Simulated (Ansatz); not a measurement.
**CH5P (SMILES C=[PH3]): methods side by side**

CH5P: 7 atoms, total charge 0, spin state singlet. SMILES: `C=[PH3]`. The coordinates come from a GFN2-xTB relaxation.

```xyz
7

C    -0.2817   -1.0503    0.3483
P     0.1491    0.5299   -0.0774
H     0.4219   -1.7700   -0.0654
H    -1.3020   -1.2690    0.0398
H     0.2974    1.2962   -1.2712
H    -0.6714    1.4276    0.5752
H     1.3867    0.8357    0.4507
```

Quantity: the energy change with the C1–H3 bond stretched from 1.088 to 1.632 Å, in eV. The values are calculated.

```
                        level                    kind  program  value (eV)  less FCI/STO-3G  CPU time (all runs)
    SVWN5/STO-3G (restricted)                     LDA   Ansatz        2.53            +0.18                1.3 s
     BLYP/STO-3G (restricted)                     GGA   Ansatz        2.29            -0.06                  2 s
      PBE/STO-3G (restricted)                     GGA   Ansatz        2.40            +0.05                  2 s
    B3LYP/STO-3G (restricted)           global hybrid   Ansatz        2.55            +0.20                2.1 s
    BHLYP/STO-3G (restricted)           global hybrid   Ansatz        2.89            +0.54                  2 s
CAM-B3LYP/STO-3G (restricted)  range-separated hybrid   Ansatz        2.71            +0.36                2.4 s
  wB97M-V/STO-3G (restricted)  range-separated hybrid   Ansatz        2.69            +0.34                 35 s
    CCSDT/STO-3G (restricted)   coupled cluster or CI   Ansatz        2.36            +0.01                0.5 s
                   FCI/STO-3G      exact in the basis   Ansatz        2.35             0.00                 22 s
```

FCI/STO-3G is exact within its basis and frozen core, so for wave-function methods in that basis the difference is their error; functionals converge differently with the basis, so for them it is only a difference. The first shape isn't each level's own minimum. The values span 2.29 to 2.89 eV. All rows use very small basis sets, so none should be taken for the real molecule's value. Times are those of the runs behind each value, whatever else they computed, on shared processors of several kinds: orders of magnitude only.

Stretching the C–H bond costs more energy as exact exchange is added along the series BLYP, B3LYP and BHLYP, from 2.29 through 2.55 to 2.89 eV. The two range-separated hybrids fall between B3LYP and BHLYP. As the bond lengthens, its bonding and antibonding orbitals draw closer in energy, and a restricted single determinant keeps too much ionic character. The rise probably reflects the loss of the left-right correlation that semilocal exchange partly mimics. Exact exchange isn't the only influence, however: SVWN5 contains none, yet lies above both GGAs and almost level with B3LYP.

CCSDT gives 2.36 eV against 2.35 eV for FCI, so connected excitations beyond triples hardly affect this energy difference. That fits a single bond that is stretched but not broken, where the closed-shell reference remains useful. The energy at this one partial stretch is not a bond dissociation energy, and the agreement between CCSDT and FCI can't be assumed to persist to separated fragments.
